## Question

In SnO₂ every oxygen atom binds three tin atoms that lie with it in one plane. Two of the Sn–O–Sn angles are 129°, the third is 102°. The tin atoms are stacked in chains along the short edge c of the cell. The two atoms that enclose the 102° angle are neighbours in one chain, and the third belongs to a chain of the other of two interleaved sets.

The lowest empty band, c1, lies at 0.44 eV at the zone centre Gamma, counted from a Fermi level placed inside the gap.

(a) Why should c1 be lowest at Gamma?

(b) Estimate c1 at X, where the wave changes sign from cell to cell along one long edge, and at Z, where it changes sign from cell to cell along c. Use a slope of 0.67 eV per unit of bond sum. This is the quantity behind (a): the squared strength of the tin–oxygen mixing, added over the oxygen atoms and divided by the number of tin atoms that carry the wave. An oxygen atom bound to only one such tin atom counts 1.

(c) After making the estimates, judge the rule against the computed bands, and say where it should not be used. The calculation puts c1 at 3.60 eV at X, 3.97 eV at M, 5.31 eV at Z, 5.58 eV at R and 4.04 eV at A. The wave changes sign from cell to cell along both long edges at M, along one long edge and c at R, and along all three edges at A. The next empty band, c2, lies at 5.25 eV at Gamma and coincides with c1 at the other five corners. The slope in (b) was fitted to the rises of c1 from Gamma to these five.

## Model answer

**(a)** The band c1 consists mainly of the empty 5s orbitals of tin, with some oxygen 2p and 2s mixed in. The computed density of states, split by orbital, shows this between 0.44 and 3.6 eV, where c1 is the only band. Below the tin 5s orbitals in energy lie the filled 2p orbitals of oxygen. Two levels that mix repel each other, so mixing with oxygen pushes the tin level up. The question is therefore how strongly the two can mix for a given pattern of signs on the tin atoms.

A 2p orbital has a positive and a negative lobe, so it responds to direction. Draw an arrow from the oxygen to each tin neighbour, of length one, and reverse the arrow if that tin orbital carries a minus sign. The mixing is governed by the sum of the arrows, and the upward push by the square of its length. Adding these squares over the oxygen atoms, and dividing by the number of tin atoms that carry the wave, gives the bond sum.

At Gamma all tin orbitals carry the same sign. Three arrows in a plane, at angles not far from 120°, almost cancel. Six independent bonds on a tin atom would give a bond sum of 6, but the actual bond sum at Gamma is only 0.14. The 2p orbitals hardly push here, and c1 stays low. Any other pattern of signs spoils the cancellation and raises the band.

**(b)** At X and at Z, each tin atom sees eight neighbours in the other set of chains, and their contributions cancel in pairs. The wave can then live on one set of chains alone. It could equally well live on the other, which gives two states of equal energy.

Each tin atom in the occupied set has two oxygen neighbours that touch no other tin atom of that set. Each contributes a single arrow, hence 1. The remaining four bonds go to oxygen atoms shared with the next tin atom up or down the chain, which makes two such oxygen atoms for each tin atom. Two arrows at 102° have a squared sum of 2 − 2 × 0.21 = 1.58 if the signs are equal, and 2 + 2 × 0.21 = 2.42 if they are opposite.

At X the signs along the chain are equal. The bond sum is 2 + 2 × 1.58 = 5.16, which is 5.0 above that of Gamma. The rise is 0.67 eV × 5.0 ≈ 3.4 eV, and c1 should lie near 3.8 eV.

At Z the signs alternate along the chain. The bond sum is 2 + 2 × 2.42 = 6.84, or 6.7 above Gamma. The rise is 0.67 eV × 6.7 ≈ 4.5 eV, which puts c1 near 4.9 eV.

**(c)** The table gives the computed bands in full, with v1 the highest filled band and c2 the second empty one:

Kohn–Sham bands of SnO₂ (P4_2/mnm, unrelaxed 6-atom cell), computed with Ansatz 0.2.0 in LDA with plane waves and PAW datasets, scalar-relativistic and without spin polarization. The plane-wave cutoff is 420 eV, the k-mesh 6×6×8 and Gamma-centred, and the cold smearing 0.0292 eV wide.

| k-point | coordinates (reciprocal vectors of the computed cell, not always the standard one) | band v1 (eV from the Fermi level) | band c1 (eV from the Fermi level) | band c2 (eV from the Fermi level) | c1 less v1 (eV) |
| --- | --- | --- | --- | --- | --- |
| Gamma | 0 0 0 | -0.48 | 0.44 | 5.25 | 0.92 |
| X | 0 0.5 0 | -1.12 | 3.60 | 3.60 | 4.72 |
| M | 0.5 0.5 0 | -1.37 | 3.97 | 3.97 | 5.34 |
| Z | 0 0 0.5 | -1.73 | 5.31 | 5.31 | 7.04 |
| R | 0 0.5 0.5 | -1.22 | 5.58 | 5.58 | 6.80 |
| A | 0.5 0.5 0.5 | -1.30 | 4.04 | 4.04 | 5.34 |

The estimate is 0.2 eV too high at X and 0.4 eV too low at Z. Neither is an independent test, because the slope was fitted to the five corners other than Gamma, these two among them. Over all five the typical (rms) miss is 0.5 eV, on rises of 3 to 5 eV. When each corner is predicted from the other four, it grows to 0.7 eV.

The rule should not be used to rank corners that share a bond sum. It gives one value for X and M, and another for Z, R and A, since only the signs along the chain matter to it. The computed c1 at A is 4.04 eV, about 0.9 eV below the estimate and well below Z and R, while at R it is 0.6 eV above the same estimate. Mixing with tin 5p orbitals, which the rule leaves out, may be the reason, but this is untested.

Nor should the straight line be carried to much larger bond sums. If the two sets of chains carry opposite signs at Gamma, the arrows reinforce each other and the bond sum rises by about 10. The line then predicts a state 6.8 eV above c1. If c2 is that state, as the picture suggests, the computed distance is only 4.81 eV. Level repulsion can produce such a flattening: the push grows in proportion to the bond sum while it is small beside the original separation of the levels, and later only as its square root. Mixing with the oxygen 2s orbitals, which the rule also leaves out, would shorten the distance too. The calculation does not separate the two causes.

## Remarks on the reasoning

A good answer separates the large effect from the small one. The large effect is the low position of Gamma, for which the cancelling arrows offer a reason. It need not be the only one: direct overlap between tin 5s orbitals, which the rule leaves out, also favours equal signs on neighbouring atoms, and the fitted slope can absorb part of that effect. The differences among the other corners are less secure. Simply assigning all five the same rise of 4.1 eV gives a typical miss of 0.8 eV, so the bond sum improves on that only modestly.

A rival estimate treats the electron as free and lets its energy grow with the square of the wave vector. That misses by 1.7 eV on average (rms), and at A by more than 3 eV. The parabola keeps climbing towards the far corner of the zone, whereas a bond sum depends on signs and angles and has an upper limit.

Equal energies of c1 and c2 away from Gamma are no evidence for the 5s–2p picture. Symmetry requires these pairs at the listed corners, through operations that exchange the two sets of chains, such as a half-turn about a long edge combined with a shift of half the cell's body diagonal. At M, time reversal is needed as well; it holds here because the calculation has no magnetism. The picture only shows what the two partners look like.

The rule gives a rise, and it takes its starting point from the calculation. That starting point is poor in one respect: the gap at Gamma is 0.92 eV, while experiment gives very roughly 3.6 eV. LDA makes this gap far too small. Spin–orbit coupling, which the calculation also leaves out, matters little here. The gap runs from a single oxygen 2p level to a single tin 5s level, with no degeneracy to split apart from spin, so the shift should be hundredths of an electronvolt at most. The data come with a general warning of tenths of an electronvolt, but that figure rests on tests on other systems. The slope is likewise an effective number for this unrelaxed cell and should not be read as the strength of one bond. The PAW datasets were made for PBE and not for LDA, which adds an error of unknown size.

For SnO₂ as a transparent contact, the large effect is the useful one. Electrons added to the material collect near Gamma: in this calculation the lowest empty level of the whole k-mesh lies there, and even the lowest of the other corners is 3.16 eV higher. An error of half an electronvolt in the rule leaves that conclusion intact.

The output below lists the estimate for every corner.

Printed output of the fit:

```
Sn-O-Sn angle between chains (degrees): 129
Sn-O-Sn angle along c (degrees): 101.9
q1 (minus the cosine of the angle between chains): 0.63
q2 (minus the cosine of the angle along c): 0.2063
coupling sum left at Gamma out of 6 for six separate bonds: 0.1352
fit of rise on 5 rows (S > 1): coefficient of S 0.6742 +/- 0.044; rms 0.535, worst A 0.91, leave-one-out rms 0.701
  rows outside the fit (model, value, miss): Gamma 0, 0, 0
constant rise for all five corners (eV): 4.06
rms miss of the constant rise (eV): 0.7906
leave-one-out rms of the constant rise (eV): 0.9882
rms miss of the free-electron rise (eV): 1.74
Rise of c1 above Gamma in eV:
    row     S  computed rise   rule  rule less computed  c1 by rule  free electron  fall of v1
  Gamma     0              0      0                   0        0.44              0           0
      X  5.04           3.16  3.398              0.2377       3.838          1.654        0.64
      M  5.04           3.53  3.398             -0.1323       3.838          3.308        0.89
      Z  6.69           4.87   4.51             -0.3598        4.95          3.657        1.25
      R  6.69           5.14   4.51             -0.6298        4.95          5.311        0.74
      A  6.69            3.6   4.51              0.9102        4.95          6.965        0.82
second empty band above the first at Gamma (eV): 4.81
the same by the linear rule (eV): 6.795
smallest rise among the five corners (eV): 3.16
```
